**Breaks in a rigid scan of HF leaving a radical–(HF)₃ cluster**

The table holds counterpoise and uncorrected interaction energies and their electrostatic, Pauli, orbital and dispersion terms for CH₃S–C(Cl)=C•–F with three HF, at BP86/def2-SVP (PySCF, no dispersion correction), as the last HF is moved rigidly along its H···F contact. The program continues each term as a geometric decay fixed by the first three rows, prints the residuals of the later rows, and works out from the coordinates how three distances between the moved HF and the methyl group change along the path. The Pauli term exceeds the decay by about 9 kcal/mol at 3.014 Å, the row in which the moved fluorine is 1.83 Å from a methyl hydrogen, while the orbital term decays more slowly than the model allows. The output also gives the step-by-step changes, the basis error by part, the interpolated minima and the reversal of the last two counterpoise rows by 0.26 kcal/mol.

Rigid scan of one HF in the neutral doublet cluster of CH₃S–C(Cl)=C•–F with three HF, computed with PySCF 2.14.0 at the BP86/def2-SVP level with density fitting and no dispersion correction, in the gas phase from a GFN1-xTB geometry. Interaction energies are relative to the frozen parts (negative is bound), and the four terms sum to the uncorrected value.

## Script

```python
# Table: interaction energy (counterpoise, uncorrected) and its terms, kcal/mol, radical + 3 HF,
# PySCF BP86/def2-SVP, last HF moved rigidly. Tested: which rows leave a single-contact geometric
# decay (continued from the first three rows, nothing adjusted) and which new contacts the path makes.
T = {
    'contact_distance': [1.206, 1.281, 1.356, 1.432, 1.507, 1.582, 1.658, 1.884, 2.26, 3.014, 4.521],  # angstrom
    'interaction_counterpoise': [-10.39, -15.55, -18.77, -20.6, -21.46, -21.63, -21.33, -18.92, -13.63, -8.08, -8.34],  # kcal/mol
    'interaction_uncorrected': [-26.62, -31.5, -34.46, -36.06, -36.7, -36.67, -36.17, -33.19, -27.17, -20.41, -18.3],  # kcal/mol
    'electrostatic_term': [-68.06, -62.87, -58.57, -55.08, -52.31, -50.13, -48.45, -45.49, -44.09, -42.54, -35.25],  # kcal/mol
    'pauli_term': [135.31, 119.22, 107.41, 98.86, 92.77, 88.51, 85.62, 82.01, 83.02, 84.14, 72.54],  # kcal/mol
    'orbital_term': [-93.86, -87.85, -83.31, -79.84, -77.16, -75.05, -73.34, -69.7, -66.1, -62.01, -55.59],  # kcal/mol
    'dispersion_or_correlation_term': [0.0, 0.0, 0.0, 0.0, 0.0, 0.0, 0.0, 0.0, 0.0, 0.0, 0.0],  # kcal/mol
}
import numpy as np, itertools
from scipy.constants import physical_constants as pc, N_A, calorie
g = lambda k: np.array(T[k], float)
r, cp, un = g('contact_distance'), g('interaction_counterpoise'), g('interaction_uncorrected')
E, P, O, D = g('electrostatic_term'), g('pauli_term'), g('orbital_term'), g('dispersion_or_correlation_term')
B = cp - un
h = (r[-1]-r[0])/44; n = np.rint((r-r[0])/h)
# coordinates (angstrom) of the same run, geometry of the first row
C1, S2, H7, F10, H11, F12, H13, F14, H15 = map(np.array, [(1.93,-.19,-.37), (1.08,.70,.96), (2.98,.11,-.28),
    (1.59,-.88,3.09), (1.42,-.27,2.27), (3.66,-1.99,3.39), (2.78,-1.58,3.39), (4.01,-1.33,1.39), (4.00,-1.69,2.27)])
N = np.linalg.norm; u = (H15-F12)/N(H15-F12)
d = lambda a, b: np.array([N(a+(x-r[0])*u-b) for x in r])
dFH, dFC, dHH = d(F14,H7), d(F14,C1), d(H15,H7)
cont = lambda y: y[0]+(y[1]-y[0])*(1-((y[2]-y[1])/(y[1]-y[0]))**n)/(1-(y[2]-y[1])/(y[1]-y[0]))
lim = lambda a, b, c: a+(b-a)**2/((b-a)-(c-b))
dev = np.abs(E+P+O+D-un).max()
print(f"energies kcal/mol, lengths A; rounding 0.005; largest |sum of terms - uncorrected| {dev:.3f}; step {h:.4f}")
print(f"listed geometry: F12-H15 {N(H15-F12):.2f}; fixed S2-H11 {N(S2-H11):.2f}, F10-H11 {N(F10-H11):.2f}, F10-H13 {N(F10-H13):.2f}")
t = -(F14-H7)@u
print(f"closest F14-H7 {N(F14+t*u-H7):.2f} at contact {r[0]+t:.2f} (good to a few 0.01); rough recalled vdW sum F+H {1.5+1.2:.1f}")
print("contact F14-H7 F14-C1 H15-H7 basis err | table minus geometric decay: Pauli elec orbital")
for i in range(len(r)):
    print(f"{r[i]:.3f}  {dFH[i]:.2f}  {dFC[i]:.2f}  {dHH[i]:.2f}  {B[i]:6.2f} | {P[i]-cont(P)[i]:+6.2f} {E[i]-cont(E)[i]:+6.2f} {O[i]-cont(O)[i]:+6.2f}")
for nm, y in (("Pauli",P), ("elec",E), ("orbital",O)):
    s = np.diff(y[:7]); q = s[1:]/s[:-1]
    e = max(abs(lim(*(y[:3]+.005*np.array(z)))-lim(*y[:3])) for z in itertools.product((-1,1), repeat=3))
    print(f"{nm}: step ratios "+" ".join(f"{x:.3f}" for x in q)+f"; decay {-np.log(q[0])/h:.1f} per A")
    print(f"  limit rows 1-3 {lim(*y[:3]):.1f} (rounding +-{e:.1f}), rows 2-4 {lim(*y[1:4]):.1f}, last row {y[-1]:.2f}")
print("step: change of elec, Pauli, orbital, uncorrected, basis err, counterpoise | basis err per A")
for i in range(len(r)-1):
    print(f"{r[i]:.3f}->{r[i+1]:.3f} "+" ".join(f"{y[i+1]-y[i]:+6.2f}" for y in (E,P,O,un,B,cp))+f" | {(B[i+1]-B[i])/(r[i+1]-r[i]):+.2f}")
print(f"Pauli rise {r[7]:.3f}->{r[9]:.3f}: {P[9]-P[7]:+.2f}; orbital plus basis err {r[9]:.3f}->{r[10]:.3f}: {O[10]+B[10]-O[9]-B[9]:+.2f}")
print(f"wall {r[5]:.3f}->{r[0]:.3f}: Pauli {P[0]-P[5]:+.2f}, elec {E[0]-E[5]:+.2f}, orbital {O[0]-O[5]:+.2f}, uncorr {un[0]-un[5]:+.2f}, CP {cp[0]-cp[5]:+.2f}")
for nm, y in (("uncorrected",un), ("counterpoise",cp)):
    k = y.argmin(); v = r[k]+h*(y[k-1]-y[k+1])/(2*(y[k-1]-2*y[k]+y[k+1]))
    print(f"{nm}: lowest row {r[k]:.3f}, parabola minimum {v:.3f}, depth below last row {y[-1]-y[k]:.2f}")
print(f"basis err / |uncorrected|: {100*B[5]/-un[5]:.0f}% at {r[5]:.3f}, {100*B[9]/-un[9]:.0f}% at {r[9]:.3f}, {100*B[10]/-un[10]:.0f}% at {r[10]:.3f}")
# further outputs of the same runs: part energies (Eh), deformation (kcal/mol), part charges (e)
K = pc['Hartree energy'][0]*N_A/calorie/1000
own = np.array([-1073.87921, -100.343545, -100.351032, -100.351806])
for i, cl in ((0, [-1073.88143, -100.351658, -100.359232, -100.359134]), (5, [-1073.88146, -100.351508, -100.358224, -100.358353])):
    b = (own-np.array(cl))*K
    print(f"basis err by part (radical, HF 1-3) at {r[i]:.3f}: "+" ".join(f"{x:.2f}" for x in b)+f"; HF share {100*b[1:].sum()/b.sum():.0f}%")
df = sum([0.7391, 5.4267, 0.7281, 0.2425])
print(f"deformation sum {df:.2f}; counterpoise binding at {r[5]:.3f}: {cp[5]+df:.2f}")
dq = np.array([0.134, -0.057, -0.034, -0.043])-np.array([0.136, -0.052, 0.009, -0.093])
print(f"charge change {r[0]:.3f}->{r[5]:.3f} (radical, HF 1-3), e: "+" ".join(f"{x:+.3f}" for x in dq))
assert dev < 0.021
assert list(np.where(np.diff(P) > 0)[0]) == [7, 8]
assert dFH.argmin() == 9 and (P-cont(P)).argmax() == 9
assert cp[9] > cp[10] and un[9] < un[10]
```

Printed output:

```
energies kcal/mol, lengths A; rounding 0.005; largest |sum of terms - uncorrected| 0.010; step 0.0753
listed geometry: F12-H15 1.21; fixed S2-H11 1.67, F10-H11 1.04, F10-H13 1.41
closest F14-H7 1.82 at contact 2.82 (good to a few 0.01); rough recalled vdW sum F+H 2.7
contact F14-H7 F14-C1 H15-H7 basis err | table minus geometric decay: Pauli elec orbital
1.206  2.43  2.95  3.28   16.23 |  +0.00  +0.00  +0.00
1.281  2.38  2.92  3.23   15.95 |  +0.00  +0.00  +0.00
1.356  2.34  2.89  3.17   15.69 |  +0.00  +0.00  +0.00
1.432  2.29  2.86  3.11   15.46 |  +0.12  -0.07  +0.04
1.507  2.25  2.83  3.06   15.24 |  +0.39  -0.25  +0.13
1.582  2.20  2.80  3.00   15.04 |  +0.80  -0.52  +0.28
1.658  2.16  2.78  2.95   14.84 |  +1.34  -0.87  +0.51
1.884  2.05  2.72  2.80   14.27 |  +3.45  -2.13  +1.56
2.260  1.90  2.65  2.56   13.54 |  +7.40  -4.12  +3.67
3.014  1.83  2.68  2.22   12.33 |  +9.28  -4.41  +7.31
4.521  2.49  3.30  2.25    9.96 |  -2.28  +2.55 +13.70
Pauli: step ratios 0.734 0.724 0.712 0.700 0.678; decay 4.1 per A
  limit rows 1-3 74.8 (rounding +-0.2), rows 2-4 76.4, last row 72.54
elec: step ratios 0.829 0.812 0.794 0.787 0.771; decay 2.5 per A
  limit rows 1-3 -37.8 (rounding +-0.6), rows 2-4 -40.0, last row -35.25
orbital: step ratios 0.755 0.764 0.772 0.787 0.810; decay 3.7 per A
  limit rows 1-3 -69.3 (rounding +-0.3), rows 2-4 -68.6, last row -55.59
step: change of elec, Pauli, orbital, uncorrected, basis err, counterpoise | basis err per A
1.206->1.281  +5.19 -16.09  +6.01  -4.88  -0.28  -5.16 | -3.73
1.281->1.356  +4.30 -11.81  +4.54  -2.96  -0.26  -3.22 | -3.47
1.356->1.432  +3.49  -8.55  +3.47  -1.60  -0.23  -1.83 | -3.03
1.432->1.507  +2.77  -6.09  +2.68  -0.64  -0.22  -0.86 | -2.93
1.507->1.582  +2.18  -4.26  +2.11  +0.03  -0.20  -0.17 | -2.67
1.582->1.658  +1.68  -2.89  +1.71  +0.50  -0.20  +0.30 | -2.63
1.658->1.884  +2.96  -3.61  +3.64  +2.98  -0.57  +2.41 | -2.52
1.884->2.260  +1.40  +1.01  +3.60  +6.02  -0.73  +5.29 | -1.94
2.260->3.014  +1.55  +1.12  +4.09  +6.76  -1.21  +5.55 | -1.60
3.014->4.521  +7.29 -11.60  +6.42  +2.11  -2.37  -0.26 | -1.57
Pauli rise 1.884->3.014: +2.13; orbital plus basis err 3.014->4.521: +4.05
wall 1.582->1.206: Pauli +46.80, elec -17.93, orbital -18.81, uncorr +10.05, CP +11.24
uncorrected: lowest row 1.507, parabola minimum 1.541, depth below last row 18.40
counterpoise: lowest row 1.582, parabola minimum 1.572, depth below last row 13.29
basis err / |uncorrected|: 41% at 1.582, 60% at 3.014, 54% at 4.521
basis err by part (radical, HF 1-3) at 1.206: 1.39 5.09 5.15 4.60; HF share 91%
basis err by part (radical, HF 1-3) at 1.582: 1.41 5.00 4.51 4.11; HF share 91%
deformation sum 7.14; counterpoise binding at 1.582: -14.49
charge change 1.206->1.582 (radical, HF 1-3), e: -0.002 -0.005 -0.043 +0.050
```
